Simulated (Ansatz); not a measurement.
# LiO₃: pressure against volume per atom

Results calculated with Ansatz 0.2.0 development build, not measured. Equation of state of a cubic crystal from periodic Kohn-Sham density functional theory without spin; pressure corrected for the finite basis.

Cell of the first row (space group Pm-3m, No. 221):
```
cell vectors (Å)
   3.5116     0.0000     0.0000
   0.0000     3.5116     0.0000
   0.0000     0.0000     3.5116
atoms (fractions of the cell vectors)
Li  0.00000  0.00000  0.00000
O   0.50000  0.00000  0.00000
O   0.00000  0.50000  0.00000
O   0.00000  0.00000  0.50000
```

Settings of every row: formula LiO3; structure type ReO3; functional PBE; spin treatment none; k mesh 15x15x15; occupation method fermi-dirac; occupation width 0.061225619 eV; wave cutoff 700 eV; datasets hard PAW; density cutoff ratio 4.

Limits: a cubic model structure, not a phase known at ambient conditions; modest k-mesh, values are not fully converged in k; no spin polarisation, a magnetic state may lie lower; the SCF threshold is loose for a stress in some rows.

| row | volume per atom (Å³) | pressure (GPa) | energy above lowest point (meV/atom) |
| --- | --- | --- | --- |
| 1 | 10.825 | 3.772 | 7.78 |
| 2 | 11.056 | 2.387 | 3.37 |
| 3 | 11.286 | 1.151 | 0.85 |
| 4 | 11.517 | ? | ? |
| 5 | 11.747 | -0.938 | 0.65 |
| 6 | 11.977 | -1.817 | 2.65 |
| 7 | 12.207 | -2.601 | 5.83 |

Question: what pressure should row 4 give?

Worked fit of pressure. Take u = (V_r/V)^(2/3) − 1 with V_r = 11.517 Å³ an atom, which is twice the finite (Eulerian) strain; such expansions in the strain, on which the Birch-Murnaghan equation of state is built, carry the rest volume and the bulk modulus. The shown rows have u = 0.04218, 0.02761, 0.0136, -0.0131, -0.02577, -0.03805. Least squares give pressure = 0.0456 + 78.161 × u + 233.49 × u² + 193 × u³ GPa; a parabola predicts inner rows, each left out in turn, worse (root mean square 0.0049 against 0.0021 GPa). The rows lie off it by 0.000, 0.001, -0.001, 0.001, 0.000, 0.000. The pressure vanishes at u = -0.0006, or V = 11.53 Å³ an atom, and there the bulk modulus at fixed shape and fractions is B = −V dP/dV = (2/3)(1 + u) dP/du = 51.9 GPa. The withheld row has u = 0, so the fit gives 0.0456 + 78.161 × (0) + 233.49 × (0)² + 193 × (0)³ = 0.046 GPa.

The calculation gave 0.048 GPa. The fit lies 0.002 GPa (4.2 % of the value, 0.031 % of the column's range) below it; its largest miss of a shown row is 0.001 GPa.

The other values of row 4: energy above lowest point 0 meV/atom.
